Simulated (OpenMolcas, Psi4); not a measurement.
## CH2AlN (SMILES N#[C][AlH2]): methods side by side

CH2AlN has 5 atoms, charge 0, and is taken as a singlet. As SMILES, `N#[C][AlH2]`. Geometry: relaxed at PBE0-D4/def2-TZVP.

| atom | x (Å) | y (Å) | z (Å) |
| --- | --- | --- | --- |
| N | 1.3823 | -1.3460 | 1.3942 |
| C | 0.7142 | -0.6980 | 0.7118 |
| Al | -0.4072 | 0.3900 | -0.4346 |
| H | -1.6297 | -0.3229 | -1.1202 |
| H | -0.0097 | 1.9032 | -0.5926 |

Quantity: the energy change with the C2–Al3 bond stretched from 1.938 to 4.263 Å, in eV. The values are calculated.

| level | kind | program | value (eV) | less CCSD(T)/aug-cc-pVDZ | CPU time (all runs) |
| --- | --- | --- | --- | --- | --- |
| HF/aug-cc-pVDZ (unrestricted) | Hartree–Fock | OpenMolcas | 5.07 | +0.45 | 45 s |
| SVWN5/aug-cc-pVDZ (restricted) | LDA | OpenMolcas | 4.44 | -0.18 | 50 s |
| revPBE/aug-cc-pVDZ (restricted) | GGA | OpenMolcas | 4.10 | -0.52 | 69 s |
| r2SCAN/aug-cc-pVDZ (restricted) | meta-GGA | OpenMolcas | 4.50 | -0.12 | 1.7 min |
| BHLYP/aug-cc-pVDZ (restricted) | global hybrid | OpenMolcas | 4.97 | +0.35 | 37 s |
| wB97M-V/aug-cc-pVDZ (restricted) | range-separated hybrid | Psi4 | 4.88 | +0.26 | 5.9 min |
| B2PLYP/aug-cc-pVDZ (restricted) | double hybrid | OpenMolcas | 4.69 | +0.07 | 34 s |
| MP2/aug-cc-pVDZ (restricted) | perturbation theory | OpenMolcas | 5.04 | +0.42 | 14 s |
| MP3/aug-cc-pVDZ (restricted) | perturbation theory | Psi4 | 5.06 | +0.44 | 52 s |
| CCSD(T)/aug-cc-pVDZ (restricted) | coupled cluster or CI | OpenMolcas | 4.62 | 0.00 | 69 s |

CCSD(T)/aug-cc-pVDZ (restricted) is the highest level here, not the true value. At this stretch a single reference begins to fail. The first shape isn't each level's own minimum. The values span 4.10 to 5.07 eV. CPU times are rough (shared hosts, several kinds of processor): they show what a rung costs within a factor of a few.

Pulling cyanide away from AlH2 costs 4.62 eV at the coupled-cluster level, as befits a strong, polar Al–C bond between an electropositive metal and a pseudohalide with a high electron affinity. Coulomb attraction probably keeps an Al⁺–CN⁻ configuration competitive with the neutral radical pair even at the stretched distance, so the energy reflects charge separation as well as loss of orbital overlap.

The semilocal functionals all fall below coupled cluster, and the hybrids and Hartree–Fock above it. This probably reflects how exact exchange shifts the balance between ionic and covalent character in the stretched bond. The order does not follow the exchange fraction alone, since B2PLYP, with its perturbative correlation, lies below both other hybrids. Going from MP2 to MP3 brings no approach to coupled cluster, which suggests that low-order perturbation theory misses correlation specific to the stretched bond. B2PLYP's close agreement may therefore owe something to error cancellation. The stretching energy should not be read as a dissociation energy, because an ionic attraction would still be appreciable at this separation.
